**Question**

I ran a set of half-turns about single bonds and partial double bonds in small aluminium molecules with B3LYP. The barriers differ far more than I can explain.

Half-turns about one bond in small aluminium molecules and ions, computed with Ansatz 0.2.0 using spin-restricted B3LYP/def2-SVP for singlet states. Each path is a climbing-image nudged elastic band between relaxed ends. Energies are electronic, without zero-point terms, and the reaction energy is end minus start.

```
          system  dispersion  charge  force component limit  barrier forward (eV)  barrier backward (eV)  reaction energy (eV)
     F[BH][AlH2]        none     0 e       0.05 eV/angstrom                 0.060                  0.060                 0.000
   [O-][AlH][OH]        none    -1 e       0.05 eV/angstrom                 0.093                  0.231                -0.138
 [BH2][AlH][C]#C          D4     0 e       0.05 eV/angstrom                 0.140                  0.140                 0.000
  C=[CH][AlH][F]          D4     0 e       0.05 eV/angstrom                 0.149                  0.140                 0.009
O[C]1=[CH][AlH]1          D4     0 e       0.03 eV/angstrom                 0.361                  0.390                -0.028
   C#C[NH][AlH2]          D4     0 e       0.03 eV/angstrom                 0.382                  0.382                 0.000
[CH2-][AlH][NH2]          D4    -1 e       0.05 eV/angstrom                 0.603                  0.603                 0.000
  [CH2-][AlH][F]        none    -1 e       0.03 eV/angstrom                 0.771                  0.771                 0.000
[BH2][AlH][CH+]O        none     1 e       0.05 eV/angstrom                 0.949                  1.032                -0.083
```

1. Why does a half-turn cost sixteen times more in the last row than in the first?
2. Both B–Al bonds turn easily, so why is one barrier more than twice the other?
3. Why is N–Al stiffer than vinyl–Al, and the carbanions stiffer still?
4. What does replacing F by NH₂ do in the carbanion?
5. Why does the protonated carbonyl come out on top, when the other C–O bond is much softer?
6. The Al–OH anion has two quite different barriers. Which one counts, and where is the top?
7. Which digits can I trust?

**Answer**

### 1. Why the range is so wide

You are turning different bonds, and each barrier is the price of the sideways orbital overlap that the turn removes, less whatever the molecule recovers on the way. The energy difference between the two ends does not set that price. In five rows the ends are equivalent and the reaction energy is zero, yet their barriers still differ by a factor of 13. So ask of each bond what overlap it has at rest and what could replace it halfway round. The orbital answers below are standard bonding arguments, checked where possible against the geometries of your runs.

### 2. The two B–Al bonds

Boron and aluminium each have an empty p orbital here, so there is no electron pair for a π bond between them. Both molecules rest with the two ends perpendicular, because each empty orbital then faces filled σ bonds on the neighbouring atom and draws a little density from them. Turning to the planar top removes this hyperconjugation, which is weak, so the barriers are low.

In the first row fluorine sits on boron and partly fills its empty orbital with a lone pair. Boron then gains less from its neighbour and has less to lose, which fits 0.060 eV against 0.140 eV. The groups on aluminium and the dispersion setting differ too, so this pair does not isolate the effect of fluorine.

### 3. A ladder of donors

When the neighbour of aluminium has π electrons or a lone pair, the preference reverses. The molecule now rests planar, with those electrons donated into aluminium's empty p orbital, and the perpendicular top breaks the donation. The better the donor, the higher the barrier should be.

The vinyl group offers electrons already held in a C=C bond, and its barrier is only 0.149 eV. Nitrogen offers a lone pair, and the barrier rises to 0.382 eV. Part of that rise may come from aluminium's other neighbours: in the vinyl row one of them is fluorine, which competes for the same empty orbital, while in the nitrogen row both are hydrogen. A carbanion offers a loosely held pair that makes something close to a C=Al double bond, and it costs 0.6 to 0.8 eV to turn. With boron in place of aluminium, the N–B bond would be stiffer than N–Al, because boron's compact 2p orbital overlaps better with nitrogen's.

### 4. From F to NH₂

The barrier falls from 0.771 to 0.603 eV, by about a fifth. In both carbanions the carbon turns pyramidal at the top, as a lone pair left to itself prefers, and the C–Al bond stretches. With NH₂ something else happens: nitrogen flattens and the Al–N bond shortens by about 0.03 Å, whereas Al–F does not shorten.

This is what you would see if nitrogen's lone pair moved into the orbital on aluminium that carbon had just vacated. Fluorine holds its lone pairs more tightly and is a poorer substitute. But the two tops are not alike. Carbon's lone pair leans towards nitrogen in the NH₂ run and away from fluorine in the other, and each ion may also have a top with the opposite lean, which these bands did not explore. The dispersion correction differs too: on for NH₂, off for F. So the gap is not purely a substituent effect. Compare tops with the same lean before you credit it to nitrogen's lone pair.

### 5. The two C–O bonds

In the neutral enol, C–O is a single bond strengthened by some donation from oxygen into the C=C bond. A quarter turn removes most of that donation, the C–O bond lengthens by 0.02 Å, and the cost is 0.361 eV. In the protonated carbonyl, C–O is a real double bond, and breaking its π part outright would be expensive.

The molecule takes another route. Its C–O–H angle opens from about 110° to about 150°, while the C–O length hardly changes. Opening the angle turns oxygen's second lone pair into a p orbital that points along carbon's empty one, so it can take over the π bond. The 0.949 eV therefore includes a price for bending at oxygen, which these runs do not separate from the cost of the turn itself. The path is part torsion, part inversion.

### 6. The lopsided Al–OH anion

Your run starts from the higher conformer, with the OH hydrogen pointing away from the negative oxygen. The end, where the hydrogen points towards that oxygen, is lower by 0.138 eV and holds nearly all molecules at room temperature. The barrier they face is the backward one, 0.231 eV.

A simple torsion curve also tells you where the top lies. Let $t$ be the angle turned from the start, $\Delta E$ the reaction energy and $V$ the barrier the bond would have if its ends were equal:

$$E(t)=\tfrac{\Delta E}{2}(1-\cos t)+\tfrac{V}{2}(1-\cos 2t)$$

Setting the slope to zero gives $\cos t=-\Delta E/(4V)$. Putting this back into $E(t)$ gives the forward and backward barriers $E_f$ and $E_b$, and eliminating $V$ leaves

$$\cos t=\frac{\sqrt{E_b}-\sqrt{E_f}}{\sqrt{E_b}+\sqrt{E_f}}=\frac{0.481-0.305}{0.481+0.305}\approx 0.22,\qquad t\approx 77^\circ$$

The geometry of the highest image shows 79°. The top lies nearer the higher conformer, as Hammond's postulate says. The two barriers fixed the curve, but the angle did not enter it, so the agreement is a real test, though of this row alone: the other three unequal rows are too nearly symmetric to tell the curve from a top at 90°. The curve says nothing about why $V$ differs between bonds. Here it is probably small for two reasons: the negative oxygen already feeds aluminium's empty orbital, and the OH oxygen has a second lone pair that can donate in part when the first is turned away. The printed analysis below applies it to each row; its "found" 90° for rows with equivalent ends is an assumed value.

### 7. Which digits to trust

Trust the broad order: the B–Al, Al–OH and vinyl–Al bonds at the bottom, N–Al and the enol's C–O bond in the middle, the carbanions and the protonated carbonyl at the top. Do not rank 0.140 against 0.149 eV or 0.361 against 0.382 eV, or decide from 0.009 eV which vinyl conformer is more stable; zero-point energy alone could reverse such gaps. The three anions deserve extra caution, because def2-SVP lacks the diffuse functions that loosely held electrons need.

For rates, be stricter still. An error of 0.05 eV in a barrier changes a room-temperature rate by a factor of seven. Before computing any rate, confirm that the highest image has exactly one imaginary vibration; the present vibrational runs do not establish that.

Output of the analysis:

```
Cosine model and turned bond:
               row  intrinsic barrier eV  predicted turn deg  found turn deg  bond stretch A
       F[BH][AlH2]                  0.06                  90              90           0.023
     [O-][AlH][OH]                0.1543               77.08            78.7           0.012
   [BH2][AlH][C]#C                  0.14                  90              90           0.042
    C=[CH][AlH][F]                0.1445               90.89            91.6           0.008
  O[C]1=[CH][AlH]1                0.3754               88.89            88.5            0.02
     C#C[NH][AlH2]                 0.382                  90              90           0.013
  [CH2-][AlH][NH2]                 0.603                  90              90           0.041
    [CH2-][AlH][F]                 0.771                  90              90           0.024
  [BH2][AlH][CH+]O                0.9901                88.8            90.9          -0.001
largest over smallest forward barrier: 15.82
largest over smallest barrier among rows with equivalent ends: 12.85
rank correlation of bond stretch and forward barrier: -0.1333
B-Al barrier, ethynyl row over fluoroborane row: 2.333
N-Al barrier over vinyl C-Al barrier: 2.564
carbanion barrier with F less that with NH2 [eV]: 0.168
this gap as share of the F barrier [%]: 21.79
rate factor for this gap at 300 K, equal prefactors: 664.2
protonated C-O barrier over neutral enol C-O barrier: 2.629
Al-OH anion, backward over forward barrier: 2.484
Al-OH anion, higher over lower conformer at 300 K [%]: 0.4805
vinyl row, higher over lower conformer at 300 K [%]: 70.6
thermal energy at 300 K [eV]: 0.02585
rate factor for a barrier error of 0.05 eV at 300 K: 6.918
rms miss of predicted turn, four unequal rows [deg]: 1.387
rms miss of a fixed 90 degree saddle, same rows [deg]: 5.773
```
